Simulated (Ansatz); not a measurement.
## Ba₃Sr: the change of energy above lowest point with volume scale

Free energy against uniform scaling of the volume at fixed shape and fractions; periodic cell, basis, potentials, k mesh and filling as listed. The results are calculated, by Ansatz 0.2.0.

The cell before it is scaled or strained (space group Fm-3m, No. 225):
```
Ba3Sr
1.0
      0.0000     5.0128     5.0128
      5.0128     0.0000     5.0128
      5.0128     5.0128     0.0000
Ba Sr
3 1
Direct
  0.25000 0.25000 0.25000
  0.75000 0.75000 0.75000
  0.50000 0.50000 0.50000
  0.00000 0.00000 0.00000
```

Settings of every row: functional PBEsol; dispersion D3(BJ); potentials PAW; wave cutoff 489.8 eV; density cutoff 1959.2 eV; k mesh 4x4x4; k shift 0x0x0; occupations fermi dirac; smearing width 0.15 eV; spin none.

Limits: coarse k mesh, up to 40 meV an atom off; minimum outside the range; no spin-orbit coupling, which can matter with elements this heavy; the cell comes from a prototype or a list of computed structures and needn't be the stable phase.

| row | volume scale | V (Å³/atom) | energy above lowest point (meV/atom) |
| --- | --- | --- | --- |
| 1 | 0.88 | 55.423 | 0 |
| 2 | 0.92 | 57.943 | 11.2 |
| 3 | 0.96 | 60.462 | ? |
| 4 | 1 | 62.981 | 48.8 |
| 5 | 1.04 | 65.5 | 73.6 |
| 6 | 1.08 | 68.02 | 101.5 |
| 7 | 1.12 | 70.539 | 132 |

Question: what energy above lowest point should row 3 give?

Worked fit of energy above lowest point. Take u = (V_r/V)^(2/3) − 1 with V_r = 64.24 Å³ an atom, which is twice the finite (Eulerian) strain; such expansions in the strain, on which the Birch-Murnaghan equation of state is built, carry the rest volume and the bulk modulus. The shown rows have u = 0.10343, 0.0712, 0.01328, -0.01287, -0.0374, -0.06046. Least squares give energy above lowest point = 60.76 − 949.2 × u + 3680.6 × u² − 1774 × u³ meV/atom; a parabola predicts inner rows, each left out in turn, worse (root mean square 0.31 against 0.0081 meV/atom). All shown rows lie on it to the printed digit. The withheld row has u = 0.04123, so the fit gives 60.76 − 949.2 × (0.04123) + 3680.6 × (0.04123)² − 1774 × (0.04123)³ = 27.8 meV/atom.

The calculation gave 27.8 meV/atom. The fit meets it to the printed digit.
